## Why stretching silicon carbide narrows its gap, and why so little

What happens to the band gap of silicon carbide when its bonds are pulled longer? The bonds are what separates the filled levels from the empty ones, so one might expect longer and weaker bonds to bring the two closer together. In the hexagonal form with four layers per cell, known as 4H, they do. Yet the gap hardly moves while the volume changes by a fifth. Why the response is so small is the more instructive question, though the table answers it only in part.

Hexagonal SiC (space group P6_3mc, 8 atoms per cell), computed with Ansatz 0.2.0 using DFT with the r2SCAN functional, PAW potentials, a 500 eV plane-wave cutoff and a 12×12×4 k mesh, without spin polarisation or spin–orbit coupling. The cell at rest is scaled equally along all edges, and the atoms are relaxed at each volume.

```csv
volume (Å³/atom),c/a,shortest distance (Å),band gap (eV),least direct gap (eV)
9.430,3.2743,1.827,2.631,3.828
9.724,3.2743,1.845,2.622,3.813
10.025,3.2743,1.864,2.611,3.796
10.332,3.2742,1.883,2.598,3.776
10.645,3.2743,1.902,2.583,3.753
10.964,3.2743,1.921,2.567,3.729
11.290,3.2742,1.940,2.549,3.701
```

The volume is given per atom, the shortest distance is the length of a silicon–carbon bond, and c/a, the ratio of the cell edges, stays fixed. The row at 10.332 Å³ is the crystal at rest; the others are squeezed or stretched equally along all edges. From the smallest to the largest volume the band gap falls by 82 meV, about 3 % of its value. It falls at every step, and no row is out of line.

### Two gaps that share a level

In every row the highest filled level lies at Γ, where the wave has the same phase in all cells, and the lowest empty level lies at M, on the boundary of the Brillouin zone, where the phase alternates between neighbouring rows of cells. The band gap joins these two points. The least direct gap lies wholly at M. With $E_v$ for the highest filled and $E_c$ for the lowest empty level at a point,

$$E_\text{gap}=E_c(M)-E_v(\Gamma),\qquad E_\text{direct}=E_c(M)-E_v(M).$$

Both contain the same empty level, so it drops out of their difference:

$$E_\text{direct}-E_\text{gap}=E_v(\Gamma)-E_v(M).$$

This is the depth of the valence band at M, measured from its top at Γ. The two gap columns thus reveal something that neither shows alone, namely how the width of the valence band between these points responds to the bond length.

### Splitting against broadening

When two neighbouring atoms share electrons, their levels split into a bonding one, which is filled, and an antibonding one, which is empty. A shorter bond means more overlap and a larger splitting, which drives filled and empty levels apart. Taken alone, this effect makes a gap open on compression and close on stretching.

Overlap has a second effect. In a crystal each bonding level is spread into a band, because bonds in neighbouring cells also interact, and their energy depends on the phase between the cells. Part of the width comes from the spacing of the s and p levels within each atom and hardly depends on the bond length, but the rest grows with overlap. The top of the filled band then rises from the band's centre and the bottom of the empty band sinks from its own, so that the facing edges approach each other. The gap is what remains of the splitting after the broadening has taken its share.

The table shows one part of this contest directly. Going from the largest volume to the smallest, the direct gap at M opens by 127 meV. Over the same range the valence level at M sinks by a further 45 meV below the top at Γ. The band gap is measured from that top, so it gains only the remaining 82 meV. About a third of the opening at M is thus the deepening of the valence band, which the band gap does not share. That alone does not make the response small, however, for the direct gap at M itself changes by only about 3 %.

The empty band should broaden too, but its levels at points other than M are not available here, so that part of the argument rests on theory alone. Nor can one read off which edge does the moving. The calculated valence top falls by 2.27 eV from the smallest to the largest volume and the conduction minimum falls almost equally. A crystal without a surface has no vacuum level to measure from, however, so this common shift has no meaning of its own. Only differences between levels do.

### What a simple bonding rule gets wrong

In the simplest picture of bonding, the energy of interaction between neighbours varies as $1/d^2$, where $d$ is the bond length. If every energy difference came from such interactions, splitting and broadening would grow in step and the gap would follow the same law. For the most compressed row this gives

$$2.598\ \text{eV}\times\left(\frac{1.883}{1.827}\right)^2\approx 2.76\ \text{eV},$$

whereas the calculated gap is 2.631 eV. The rule has the right direction but predicts a rise of 162 meV in place of 33 meV.

The polarity of the bond is one reason for the excess, but probably a minor one. Silicon and carbon hold their electrons with different strength, and this difference contributes to the splitting even though it hardly depends on the bond length. It acts as a stiff part that dilutes the response, yet in silicon carbide it is expected to be clearly smaller than the part that comes from overlap. Pure silicon makes the same point. Its bonds have no polarity at all, and still its gap, which also leads from Γ to a valley far out in the zone, is known to shrink under pressure.

The larger reason is therefore expected to lie in the empty level itself. Far from Γ it need not be a plain antibonding combination of nearest neighbours. Much of its weight is expected to lie in the open spaces between the atoms rather than on the bonds, which in the language of atomic orbitals calls for more distant neighbours and d-like parts. Its energy then need not follow the splitting of a single bond. The make-up of the level is not among the results here. The rule is too simple for the filled levels too, since the depth of the valence band at M changes about three times less than it demands. How much each cause contributes, the available levels do not settle.

For a related crystal, the first step is therefore to find out at which points the two band edges lie. Bonding theory then leads to a strong opening under pressure where the empty edge is an antibonding level at Γ, as in many direct-gap semiconductors of this structural family. Where the edge lies elsewhere in the zone, the size and even the sign of the response can differ from one valley to another, so the small value found here for M is not a rule for other crystals.

### A number for practical use

For small changes the response can be condensed into one constant, the deformation potential $a$, which is the change of the gap per unit change in the logarithm of the volume:

$$E_\text{gap}(V)\approx E_0+a\,\ln\frac{V}{V_0}.$$

Here $V_0$ is the volume at rest. A straight line through the three rows nearest to it gives $E_0=2.597$ eV and $a=-0.47$ eV; the printed analysis below has the details.

The most stretched row was not part of that fit and can serve as a test. Its logarithm is $\ln(11.290/10.332)=0.0887$, so the gap should fall by $0.4665\times0.0887\approx0.041$ eV, to about 2.556 eV. The calculation gives 2.549 eV. The line catches most of the change but ends slightly too high, and it does so at the compressed end as well.

To turn this into a response to pressure, one divides by the stiffness of the crystal. Near rest, the calculated pressure rises by 228 GPa per unit decrease of $\ln V$, so the gap opens by $0.47\ \text{eV}/228\ \text{GPa}\approx2$ meV per GPa. Even a pressure of 1 GPa, ten thousand atmospheres, shifts the gap by much less than the thermal energy at room temperature. Strictly, the figure belongs to equal scaling of all edges. With c/a held fixed the stress is not quite the same in all directions (24.93 GPa in the plane and 24.53 GPa along c at the smallest volume). Under true pressure from all sides c/a would shift slightly, and since the response is so small this is expected to alter the figure by a modest fraction.

### Why the gap falls faster the further one stretches

The straight line misses on the same side at both ends because the response itself changes. In the compressed half of the table the gap changes by −0.36 eV per unit of $\ln V$, in the stretched half by −0.55 eV. The direct gap at M steepens in the same manner, from −0.57 to −0.85 eV. The bend is thus already present between the two levels at M and does not come from the valence band's changing depth, which in fact takes back between a quarter and a third of the difference between the two slopes.

Why the levels at M behave in this way is less certain. It may be that, as the bonds shorten, the broadening of the empty band gains on the splitting and cancels more of it. That would explain a response that fades under compression, but it is a guess. The one broadening that the table does show lends it no support: the depth of the valence band at M grows by 26 meV from the largest volume to the crystal at rest, but by only 19 meV from there to the smallest. Whether the empty band behaves differently could be tested only with its levels at other points. The $1/d^2$ rule is of no help, since it makes the response slightly stronger under compression.

Against pressure the bend is more marked. The gap changes by 1.3 meV per GPa on average in the compressed half and by 2.9 meV per GPa in the stretched half. Part of this is the bend just described, and part is plain mechanics: a stretched crystal is softer, so the same change in pressure alters its volume more. The two causes contribute factors of about 1.5 and 1.4, which together account for the doubling.

The size of the gap deserves less trust than its trend. The density functional used here, r2SCAN, gives 2.6 eV at rest, while the measured gap is roughly 3.3 eV. Such functionals are known to place the empty levels too close to the filled ones. If that error is nearly the same at all volumes, it cancels from the slopes, but the table has no second level of theory with which to check this.

Printed output of the fit:

```
Valence depth at M and the inverse-square rule:
     row  pressure GPa  M valence level below top eV  gap by inverse-square rule eV
    9.43          24.8                         1.197                           2.76
   9.724         15.51                         1.191                          2.706
  10.025         7.279                         1.185                          2.651
  10.332      0.001586                         1.178                          2.598
  10.645        -6.411                          1.17                          2.546
  10.964        -12.04                         1.162                          2.496
   11.29        -16.96                         1.152                          2.448
fit of band_gap on 3 rows (abs(lnv) < 0.04): constant 2.597 +/- 0.00051, coefficient of lnv -0.4665 +/- 0.021; rms 0.000507, worst 10.332 -0.000716, leave-one-out rms 0.00186
  rows outside the fit (model, value, miss): 9.43 2.64, 2.631, 0.0089; 9.724 2.626, 2.622, 0.00358; 10.964 2.57, 2.567, 0.00258; 11.29 2.556, 2.549, 0.00691
Fall of the band gap from smallest to largest volume, meV: 82
Fall of the least direct gap over the same range, meV: 127
Decrease of the valence depth at M over the same range, meV: 45
Fall of the band gap by the inverse-square rule, meV: 312.1
Decrease of the valence depth by the inverse-square rule, meV: 141.5
Fall of the printed valence-top level (no common zero), eV: 2.274
Band gap change per unit ln V, compressed half, eV: -0.3612
Band gap change per unit ln V, stretched half, eV: -0.5526
Direct gap change per unit ln V, compressed half, eV: -0.5692
Direct gap change per unit ln V, stretched half, eV: -0.8458
Stiffness (pressure per unit ln V) about equilibrium, GPa: 228.1
Mean stiffness, compressed half, GPa: 271.4
Mean stiffness, stretched half, GPa: 191.3
Band gap change with pressure about equilibrium, meV/GPa: 2.045
Band gap change with pressure, compressed half, meV/GPa: 1.331
Band gap change with pressure, stretched half, meV/GPa: 2.889
```
